Scale a crystal uniformly and every distance in it changes by the same factor $x$, while the volume changes as $x^3$. Suppose the atoms are joined by springs of constant stiffness. A spring of length $xr$ and natural length $l$ stores an energy proportional to $(xr-l)^2$, which is quadratic in $x$. A sum of such terms is still quadratic in $x$, whichever neighbours the springs connect and even if some are under tension at rest. Angles do not change, so resistance to bond bending adds nothing.

Plotted against volume, however, the energy of this spring network is lopsided. Length is the cube root of volume, so removing a given volume shortens the bonds more than adding the same volume lengthens them. Compression then costs more than expansion although no spring has changed its stiffness. This is a tempting explanation for the curve of cubic boron nitride, and it can be tested.

Uniformly scaled cubic boron nitride, computed with JDFTx 1.7.0 (patched build) using the PBE functional, PseudoDojo SR PBE 0.5 standard pseudopotentials, a plane-wave cutoff of 1142.88 eV, a 13×13×13 k mesh and Fermi–Dirac smearing of 0.05 eV. Energies are counted from the minimum of a Birch–Murnaghan fit.

```
volume (Å³/atom)  energy (meV/atom)
           5.602             25.430
           5.721             10.540
           5.840              2.270
           5.959              0.030
           6.079              3.270
           6.198             11.510
           6.317             24.290
```

The computed curve is lopsided in just this sense. Its fitted minimum, from which the energies are counted, lies at 5.947 Å³/atom, slightly below the volume of the row with the lowest energy. The most compressed row is 0.34 Å³/atom from that minimum and the most expanded one 0.37 Å³/atom, yet the compressed row costs 1.1 meV/atom more. The nearer end is the dearer one.

**Three explanations**

The simplest explanation is that the energy is a parabola in volume whose minimum happens to fall between two rows. The two ends would then differ only because they lie at different distances from the minimum. The second explanation is the network of constant springs, in which geometry alone makes the curve lopsided. The third adds a change in the material itself: the network becomes softer as it is stretched and stiffer as it is squeezed.

The first two can be compared with the energies once the equilibrium volume $V_0$ and the bulk modulus $B_0$ are known. Both are taken from a Birch–Murnaghan fit to these same seven energies. The comparison therefore tests the shape of the curve, not its position or its overall steepness. For constant springs the energy above the minimum is

$$E=\tfrac{9}{2}B_0V_0\,(x-1)^2,\qquad x=(V/V_0)^{1/3}.$$

The factor 9 appears because a small relative change in length produces three times that relative change in volume, and the energy depends on the square.

**One estimate worked through**

The modulus of 371.2 GPa equals 2.317 eV/Å³. Multiplied by $V_0$ and by 9/2, it gives an energy scale of 62.0 eV/atom. In the most compressed row the bonds are 1.97 % shorter than at the minimum, so the estimate is $62.0\times0.0197^2$ eV, or 24.1 meV/atom. The computed energy is 25.4 meV/atom, and this row was among those that supplied $V_0$ and $B_0$.

The same formula gives 25.7 meV/atom for the most expanded row, where the calculation finds 24.3. Constant springs thus make compression too cheap and expansion too dear, and they put the two ends in the wrong order. The parabola in volume errs in the same direction and by more, with 23.1 and 26.7 meV/atom. Geometry helps, but it does not go far enough.

The order of the ends depends on where the minimum is placed, so this evidence alone is not decisive. A least-squares refit of the spring formula to all seven rows, with minimum, modulus and energy zero left free, shifts the minimum a little and restores the order. It still leaves errors of about 0.3 meV/atom in every row except the one nearest the minimum. A direct look at the stiffness avoids the difficulty.

**The stiffness itself changes**

Three neighbouring rows are enough to find the local stiffness, which is the rate at which the slope of the energy changes with bond length. No assumption about the position of the minimum enters. For constant springs the result would be the same everywhere along the curve. Instead it falls at every step from compression to expansion. Between the rows at 5.721 and 6.198 Å³/atom the bonds lengthen by about 2.7 % and the stiffness drops by 19 %.

This decides against constant springs of any kind, whether they join nearest or more distant neighbours. It also decides against the parabola in volume, for which this stiffness would rise with stretching. A least-squares fit to all seven energies with a quadratic and a cubic term in bond length puts the effect into one figure. Near the minimum, each per cent of stretch removes about 8 % of the stiffness.

Geometry still has its share. For a small volume change $\Delta V$ the energy is

$$E\approx\frac{B_0}{2V_0}(\Delta V)^2\left[1-\frac{B'+1}{3}\,\frac{\Delta V}{V_0}\right],$$

where $B'$ is the rate at which the bulk modulus rises with pressure. The second term in the bracket makes the curve lopsided, and its size is set by $B'+1$. A parabola in volume has $B'=-1$ and no such term, whereas constant springs have $B'=1$. The calculation gives $B'=3.68$, so geometry provides 2 parts out of 4.68, or 43 % of the leading asymmetry. Softening provides the larger remainder. This split belongs to springs that are harmonic in length; a reference harmonic in another measure of strain, such as $\ln x$, would divide the asymmetry differently.

The slope $B'$ also describes how the material responds to pressure. Near zero pressure, each additional gigapascal raises the bulk modulus by about 3.7 GPa. Constant springs would account for only 1 GPa of that. These values hold for motionless atoms and for the PBE functional, which tends to make covalent crystals slightly too large and too soft. Zero-point and thermal motion would expand the crystal slightly, and a network that softens on stretching then has a somewhat lower modulus.

**Why a bond softens when stretched**

The energies show that the network softens, but the reason has to come from theory. Two tendencies meet at the equilibrium bond length. Sharing electrons between boron and nitrogen lowers the energy and pulls the atoms together. When the electron clouds overlap too strongly, the Pauli principle forces electrons into states of higher kinetic energy, and this pushes the atoms apart. The repulsion depends more steeply on distance than the attraction does.

At the minimum the two forces cancel, but their contributions to the stiffness do not. The steep repulsion contributes a large positive curvature, and the gentler attraction takes away only part of it. The stiffness is positive because the repulsion is the steeper of the two. Stretching weakens the repulsion faster than the attraction, so the stiffness falls; squeezing does the opposite.

The Morse curve turns this picture into a rule. It describes the attraction by an exponential that decays over a length $\lambda$, and the repulsion by one that decays over half that length. For a crystal held together by such bonds between nearest neighbours, differentiation gives

$$B'=1+\frac{r_0}{\lambda},$$

where $r_0$ is the equilibrium bond length. The 1 is the geometric part already found for constant springs, and the ratio measures the softening. A bond that is long compared with the reach of its forces gives a more lopsided curve; a bond whose forces vary slowly over its own length behaves more like an ideal spring.

With bonds of 1.57 Å, the computed $B'$ implies a decay length of about 0.6 Å. That is a fraction of the bond length, a plausible reach for forces that arise from overlapping orbitals. It does not test the picture, because the length was obtained from $B'$ itself and the estimate assigns all the softening to the nearest-neighbour bonds.

**What a good formula adds**

Birch's second-order equation of state is quadratic in $(x^{-2}-1)/2$ instead of in $x-1$. This measure of strain grows faster on compression than on expansion, so the formula contains softening from the start. With the same $V_0$ and $B_0$ as before, it puts the two ends in the right order and comes within 0.2 meV/atom of every computed energy. It needs no more constants than the spring formula.

Its success supports softening but does not prove the reason for it. Multiplied out, $(x^{-2}-1)^2$ is $x^{-4}-2x^{-2}+1$: again a steep repulsion and a gentler attraction, now as powers of the length instead of exponentials. The energies therefore do not single out the Morse shape, and nothing about electrons enters the formula. It also fixes $B'$ at 4, slightly above the computed value, and so makes the curve a little too lopsided. The third-order Birch–Murnaghan form leaves $B'$ free and removes this excess.

The question that remains is where in the crystal the softening resides. Uniform scaling changes the boron–nitrogen bonds and the distances between like atoms in the same proportion, so these seven energies cannot separate their contributions. Distortions that change the bond lengths and the distances between like atoms in different proportions would be needed to tell whether the nearest bonds carry nearly all of it, as the Morse picture assumes.
